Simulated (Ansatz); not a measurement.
## Cu3Pt: the change of pressure and energy less free atoms with volume scale

All results are calculated (Ansatz 0.2.0). Periodic Kohn-Sham DFT of a crystal at fixed atoms, scaled to volume_scale times the given cell; pressure positive in compression, energy less spherical unpolarised free atoms, largest_vzz the field gradient of largest size among the nuclei.

The cell before it is scaled or strained (space group Pm-3m, No. 221):
```
CELL_PARAMETERS angstrom
3.71000 0.00000 0.00000
0.00000 3.71000 0.00000
0.00000 0.00000 3.71000
ATOMIC_POSITIONS crystal
Cu 0.00000 0.50000 0.50000
Cu 0.50000 0.00000 0.50000
Cu 0.50000 0.50000 0.00000
Pt 0.00000 0.00000 0.00000
```

Settings of every row: method all-electron LAPW; functional LDA; relativity scalar; k mesh 9x9x9; filling fermi-dirac; smearing width 0.05 eV; basis error target 1 meV/atom; nucleus gaussian.

Atom start moment: 0 on all atoms.

Limits: no spin-orbit coupling on heavy atoms.

| row | volume scale | V (Å³/atom) | pressure (GPa) | energy less free atoms (eV/atom) |
| --- | --- | --- | --- | --- |
| 1 | 0.94 | 12 | -0.808 | -5.5829 |
| 2 | 0.98 | 12.511 | -8.824 | -5.567 |
| 3 | 1 | 12.766 | -12.108 | -5.5502 |
| 4 | 1.01 | 12.894 | ? | ? |
| 5 | 1.04 | 13.277 | -17.498 | -5.5027 |

Question: what pressure and energy less free atoms should row 4 give?

Worked fit of pressure. Take u = (V_r/V)^(2/3) − 1 with V_r = 12.639 Å³ an atom, which is twice the finite (Eulerian) strain; such expansions in the strain, on which the Birch-Murnaghan equation of state is built, carry the rest volume and the bulk modulus. The shown rows have u = 0.03519, 0.00681, -0.00664, -0.0323. Least squares give pressure = −10.5274 + 244.683 × u + 894.85 × u² GPa; a straight line predicts inner rows, each left out in turn, worse (root mean square 0.67 against 0.0094 GPa). The rows lie off it by 0.001, -0.004, 0.005, -0.001 (root mean square 0.0033 GPa). The withheld row has u = -0.01323, so the fit gives −10.5274 + 244.683 × (-0.01323) + 894.85 × (-0.01323)² = -13.608 GPa.

The calculation gave -13.593 GPa. The fit lies 0.015 GPa (0.09 % of the column's range) below it; its largest miss of a shown row is 0.005 GPa.

Worked fit of energy less free atoms. Take u = (V_r/V)^(2/3) − 1 with V_r = 12.639 Å³ an atom, which is twice the finite (Eulerian) strain; such expansions in the strain, on which the Birch-Murnaghan equation of state is built, carry the rest volume and the bulk modulus. The shown rows have u = 0.03519, 0.00681, -0.00664, -0.0323. Least squares give energy less free atoms = −5.55922 − 1.2351 × u + 15.958 × u² eV/atom; a straight line predicts inner rows, each left out in turn, worse (root mean square 0.012 against 0.00023 eV/atom). The rows lie off it by 0.0000, -0.0001, 0.0001, 0.0000. The withheld row has u = -0.01323, so the fit gives −5.55922 − 1.2351 × (-0.01323) + 15.958 × (-0.01323)² = -5.5401 eV/atom.

The calculation gave -5.54 eV/atom. The fit lies 0.0001 eV/atom (0.12 % of the column's range) below it, one unit of the last digit.
